Phonon replicas at finite temperature: the Huang–Rhys Bessel function formula

An optical transition at a defect changes the forces on the surrounding atoms, so the emission consists of a zero-phonon line and replicas spaced by a phonon energy. In a cold crystal all replicas lie below the zero-phonon line. In a warm one the emitting centre can also take a phonon from the lattice and hand its energy to the photon, which gives anti-Stokes replicas above the line. The weights of all these lines follow exactly from two electronic levels and one oscillator. The result goes back to Huang and Rhys (1950).

The model

The electronic states are g (no exciton) and e (exciton bound to the defect). The single mode has frequency ω in both states, operators b and b† with [b, b†] = 1, and number operator N = b†b with eigenstates |m⟩. With the zero-point energy dropped,

H_g = ħω b†b,
H_e = E₀ + ħω (b† + √S)(b + √S).   (1)

Apart from a constant, H_e differs from H_g by the linear coupling ħω√S (b + b†). The Huang–Rhys factor S is a fixed number, independent of temperature. With the mass-weighted coordinate Q = √(ħ/2ω)(b + b†), the two minima are separated by ΔQ with S = ωΔQ²/(2ħ), and the relaxation energy on either surface is Sħω.

Define D(α) = exp(αb† − α*b), which obeys D(α)† = D(−α) and D(α)† b D(α) = b + α. Then H_e = E₀ + ħω D(√S)† N D(√S), whose eigenstates are D(−√S)|m⟩ with energies E₀ + mħω. A transition from level m of e to level m + p of g emits a photon of energy E₀ − pħω. The integer p is the net number of phonons created: p > 0 are Stokes replicas, p = 0 is the zero-phonon line, p < 0 are anti-Stokes replicas.

Two assumptions complete the model. The electronic transition moment does not depend on Q (Condon approximation). The levels of e are thermally populated before emission, which holds when vibrational relaxation, typically picoseconds, is much faster than radiative decay, typically of order a nanosecond. With x = ħω/kT and q = exp(−x),

P_m = (1 − q) q^m,   n = q/(1 − q) = 1/(e^x − 1),
W_p = Σ_m P_m |⟨m + p| D(−√S) |m⟩|².   (2)

Closed-form solution

The sum (2) is done through the generating function G(φ) = Σ_p W_p e^(ipφ). Writing m′ = m + p and using completeness of the states |m′⟩,

G(φ) = ⟨ D(√S) e^(iφN) D(−√S) e^(−iφN) ⟩,   (3)

where ⟨…⟩ is the average with the weights P_m. Three steps evaluate it.

First, e^(iφN) b† e^(−iφN) = e^(iφ) b†, so the last three factors in (3) equal D(−√S e^(iφ)).

Second, the commutator of the two exponents is a number, so D(α)D(β) = D(α + β) exp[(αβ* − α*β)/2]. For α = √S and β = −√S e^(iφ) the phase factor is exp(iS sin φ), and γ = α + β has |γ|² = 2S(1 − cos φ).

Third, in normal order D(γ) = exp(−|γ|²/2) exp(γb†) exp(−γ*b). Only terms with equal powers of b† and b survive the average, and ⟨b†^k b^k⟩ = Σ_m P_m m!/(m − k)! = k! n^k. The series Σ_k (−|γ|²)^k k! n^k/(k!)² is exp(−n|γ|²), so ⟨D(γ)⟩ = exp[−|γ|²(n + ½)].

Together these give ln G = −S(2n + 1)(1 − cos φ) + iS sin φ, or

G(φ) = exp[−(A + B) + A e^(iφ) + B e^(−iφ)],   A = S(n + 1),   B = Sn.   (4)

Expanding both exponentials and collecting e^(ipφ) for p ≥ 0,

W_p = e^(−(A+B)) Σ_k A^(p+k) B^k / [(p + k)! k!].   (5)

For W_(−p) the roles of A and B are exchanged. Equation (5) says that p is distributed as the difference of two independent Poisson variables, the number of phonons emitted, with mean A, and the number absorbed, with mean B. Comparison with the series of the modified Bessel function, I_p(z) = Σ_k (z/2)^(2k+p)/[k!(k + p)!], and the property I_(−p) = I_p give for every integer p

W_p = exp[−S(2n + 1)] ((n + 1)/n)^(p/2) I_p(2S√(n(n + 1))).   (6)

Since (n + 1)/n = e^x, 2n + 1 = coth(x/2) and 2√(n(n + 1)) = 1/sinh(x/2), an equivalent form is W_p = exp[−S coth(x/2) + px/2] I_p(S/sinh(x/2)).

Sum rules and limits

Setting φ = 0 in (4) gives Σ_p W_p = 1: temperature redistributes the intensity and conserves it. The first two derivatives of ln G give the mean ⟨p⟩ = A − B = S, independent of temperature, and the variance A + B = S(2n + 1). The Bessel factor in (6) is even in p, so

W_(−p) = W_p exp(−pħω/kT).   (7)

For T → 0, B vanishes, only k = 0 survives in (5), and W_p = e^(−S) S^p/p! for p ≥ 0 with no anti-Stokes lines. The first anti-Stokes replica relative to the zero-phonon line is

W_(−1)/W_0 = e^(−x/2) I_1(z)/I_0(z),   z = S/sinh(x/2),   (8)

which equals Sn(1 − AB/2 + …) for small z and stays below e^(−x/2) for any S, because I_1 < I_0.

Relation (7) can be seen level by level. Normal ordering gives the Franck–Condon factors in terms of associated Laguerre polynomials,

F(m + p, m) = |⟨m + p| D(−√S) |m⟩|² = e^(−S) S^p [m!/(m + p)!] [L_m^p(S)]²,   p ≥ 0.   (9)

The factor is symmetric in its two indices, because exchanging them turns D(−√S) into D(√S), and the sign of the displacement drops out of the square. The Stokes jump m → m + p enters W_p with population P_m, the anti-Stokes jump m + p → m enters W_(−p) with P_(m+p) = P_m q^p, and the overlaps are the same.

Numbers for the LO mode of ZnSe at 150 K

The LO frequency of zinc-blende ZnSe is 252 cm⁻¹ (compiled value, Talwar 2016, temperature not stated), so ħω = 31.244 meV. At 150 K, kT = 12.926 meV, x = 2.417, q = 0.08918 and n = 0.09791. The coupling is an assumed input, S = 0.30, which corresponds to ΔQ = 0.28 amu^(1/2) Å and a relaxation energy of 9.37 meV. Four figures are carried below only to compare two routes through the same model, and unrounded values are used at each step. A change of 1 cm⁻¹ in the frequency changes q by 0.96 per cent, so about two figures have physical meaning.

The ingredients of (6) are A = 0.3294, B = 0.02937, exp[−(A + B)] = 0.6986, √((n + 1)/n) = 3.349, z = 0.1967, I_0(z) = 1.0097 and I_1(z) = 0.09883. The weights are

p      W_p (150 K)      W_p (T = 0)
−3     2.957 × 10⁻⁶     0
−2     3.023 × 10⁻⁴     0
−1     0.02062          0
0      0.7053           0.7408
1      0.2312           0.2222
2      0.03801          0.03334
3      0.004170         0.003334
4      3.432 × 10⁻⁴     2.500 × 10⁻⁴

The eight lines at 150 K add up to 0.99998, and the remainder lies almost entirely in p ≥ 5. The centre of gravity stays 9.37 meV below E₀, and the root-mean-square width of the whole band is ħω√(A + B) = 18.7 meV.

The anti-Stokes weight can be rebuilt from (2) and (9) without any Bessel function. The jumps m → m − 1 have F(1, 0) = S e^(−S), F(2, 1) = S e^(−S)(2 − S)²/2, and so on:

m      P_m              F(m, m − 1)     P_m F
1      0.08122          0.2222          0.018052
2      0.007243         0.3211          0.002326
3      6.459 × 10⁻⁴     0.3409          0.000220
4      5.760 × 10⁻⁵     0.3135          0.000018

The four terms sum to 0.020616, against 0.020617 from (6); the levels m ≥ 5 supply the difference. The single jump 1 → 0 carries 88 per cent of the line, so the anti-Stokes replica is mainly emission from the first excited vibrational level of the bound exciton.

Three ratios summarise the spectrum. W_(−1)/W_1 = q = 0.089 contains no S and acts as a thermometer; halving the temperature squares it, to 0.0080 at 75 K, and doubling takes its root, 0.30 at 300 K. W_(−1)/W_0 = 0.0292, close to the leading term Sn = 0.0294. W_1/W_0 = 0.328, so the low-temperature rule that this ratio equals S would overestimate S by 9 per cent at 150 K. The combination (W_1 − W_(−1))/W_0 = 0.299 is far less affected, since its leading term is A − B = S.

Comparison with the general statement

A real defect couples to many modes. For linear coupling to independent harmonic modes with frequencies ω_j, partial factors S_j and occupations n_j, the average (3) factorises. With φ replaced by ω_j t for each mode and W(ε) the distribution of the energy ε left in the lattice,

G(t) = ∫ W(ε) e^(iεt/ħ) dε = exp Σ_j S_j [(n_j + 1) e^(iω_j t) + n_j e^(−iω_j t) − (2n_j + 1)].   (10)

If all ω_j are equal, the exponent is that of (4) with S = Σ_j S_j. The one-oscillator model is then no approximation: it describes the single linear combination of degenerate modes that is displaced, and the orthogonal combinations do not take part. For arbitrary frequencies G(0) = 1 still normalises W. The substitution t → −t + iħ/kT exchanges the two oscillating terms of every mode, because (n_j + 1) exp(−ħω_j/kT) = n_j, and leaves G unchanged, which gives W(−ε) = W(ε) exp(−ε/kT), the continuous form of (7). Acoustic modes multiply G by a factor equal to one at t = 0. Every LO line is convolved with the same normalised profile, so (6) holds for the integrated areas as long as the lines can be separated.

The LO branch approaches the degenerate case because a bound carrier spread over several cells couples to small wave vectors. A 1s charge density of Bohr radius r has the form factor 1/(1 + k²r²/4)², which cuts off near k = 2/r. For an assumed hole radius of 10 Å this is 0.20 Å⁻¹, while the zone boundary at X lies at 2π/a = 1.109 Å⁻¹ for a = 5.6676 Å (compiled value, Albrecht 1997). The ratio is 0.18 and its square 0.033, so with a dispersion quadratic in k the coupled frequencies spread over only a few per cent of the LO bandwidth.

Relation (7) compares two lines of one emission spectrum and rests on the symmetry of F. If the frequency differs between e and g, or the surfaces are anharmonic, that symmetry is in general lost, and detailed balance survives only as a relation between emission and absorption at the same photon energy.

From weights to a ZnSe spectrum

The photon rate of line p is W_p times a factor that depends on the photon energy E_p = E₀ − pħω. With the position matrix element held fixed and the dispersion of the refractive index ignored, the factor is E_p³; with the momentum matrix element held fixed it is E_p. Taking for E₀ the band gap of 2.71 eV (300 K, compiled value, Skelton 2020), which is adequate for a ratio of neighbouring energies, E_(−1)/E_1 = 1.023 and its cube is 1.07. In the cubic case the anti-Stokes to Stokes photon ratio rises from 0.089 to 0.096, and a temperature read from (7) without this factor would be 154 K in place of 150 K.

A more serious restriction is the two-level assumption. Excitons bound to shallow neutral donors and acceptors in ZnSe have localisation energies of typically 5 to 10 meV, below kT at 150 K, so they are largely dissociated. Moreover, their level m = 1 lies 31 meV up, above the threshold for release of a free exciton, and the anti-Stokes photon lies above the free-exciton energy, where it is reabsorbed and overlaps intrinsic emission. For such centres the model overestimates what leaves the crystal, and by a large factor. It applies to excitons localised by well over ħω, such as those at isoelectronic traps.

The ratio 0.029 of the anti-Stokes replica to the zero-phonon line is the model's number for S = 0.30. Typical values of S in ZnSe run from below 0.1 for shallow bound excitons to order one or more for deeply trapped ones, so the assumed value lies between the two classes and is low by a factor of three or more for the deep traps. For S = 1, equation (8) gives 0.093, and no coupling strength lifts the ratio above e^(−x/2) = 0.30 at this temperature. The ratio W_(−1)/W_1 = 0.089 is the same in all these cases, fixed by the LO frequency and the temperature alone.